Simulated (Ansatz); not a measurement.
# A series in volume per atom on In₂O

All results are calculated (Ansatz 0.2.0 development build). Equation of state of a cubic crystal from periodic Kohn-Sham density functional theory without spin; pressure corrected for the finite basis.

Cell of the first row (space group Fm-3m, No. 225):
```
CELL_PARAMETERS angstrom
0.00000 3.14040 3.14040
3.14040 0.00000 3.14040
3.14040 3.14040 0.00000
ATOMIC_POSITIONS crystal
In 0.25000 0.25000 0.25000
In 0.75000 0.75000 0.75000
O 0.00000 0.00000 0.00000
```

Settings of every row: formula In2O; structure type antifluorite; functional PBE; spin treatment none; k mesh 15x15x15; occupation method fermi-dirac; occupation width 0.061225619 eV; wave cutoff 700 eV; datasets hard PAW; density cutoff ratio 4.

Limits: a cubic model structure, not a phase known at ambient conditions; the SCF threshold is loose for a stress in some rows.

| row | volume per atom (Å³) | pressure (GPa) | energy above lowest point (meV/atom) |
| --- | --- | --- | --- |
| 1 | 20.648 | 3.153 | 12.34 |
| 2 | 21.087 | 1.99 | 5.32 |
| 3 | 21.526 | 0.952 | 1.32 |
| 4 | 21.966 | ? | ? |
| 5 | 22.405 | -0.8 | 1.09 |
| 6 | 22.844 | -1.529 | 4.3 |
| 7 | 23.284 | -2.169 | 9.39 |

Question: what pressure should row 4 give?

Worked fit of pressure. Take u = (V_r/V)^(2/3) − 1 with V_r = 21.965 Å³ an atom, which is twice the finite (Eulerian) strain; such expansions in the strain, on which the Birch-Murnaghan equation of state is built, carry the rest volume and the bulk modulus. The shown rows have u = 0.04208, 0.02757, 0.01355, -0.01314, -0.02582, -0.03813. Least squares give pressure = 0.0247 + 65.532 × u + 209.31 × u² GPa; a straight line predicts inner rows, each left out in turn, worse (root mean square 0.12 against 0.0013 GPa). The rows lie off it by 0.000, -0.001, 0.001, 0.000, -0.001, 0.001. The pressure vanishes at u = -0.0004, or V = 21.98 Å³ an atom, and there the bulk modulus at fixed shape and fractions is B = −V dP/dV = (2/3)(1 + u) dP/du = 43.6 GPa. The withheld row has u = -3e-05, so the fit gives 0.0247 + 65.532 × (-3e-05) + 209.31 × (-3e-05)² = 0.023 GPa.

The calculation gave 0.025 GPa. The fit lies 0.002 GPa (8 % of the value, 0.038 % of the column's range) below it; its largest miss of a shown row is 0.001 GPa.

The other values of row 4: energy above lowest point 0 meV/atom.
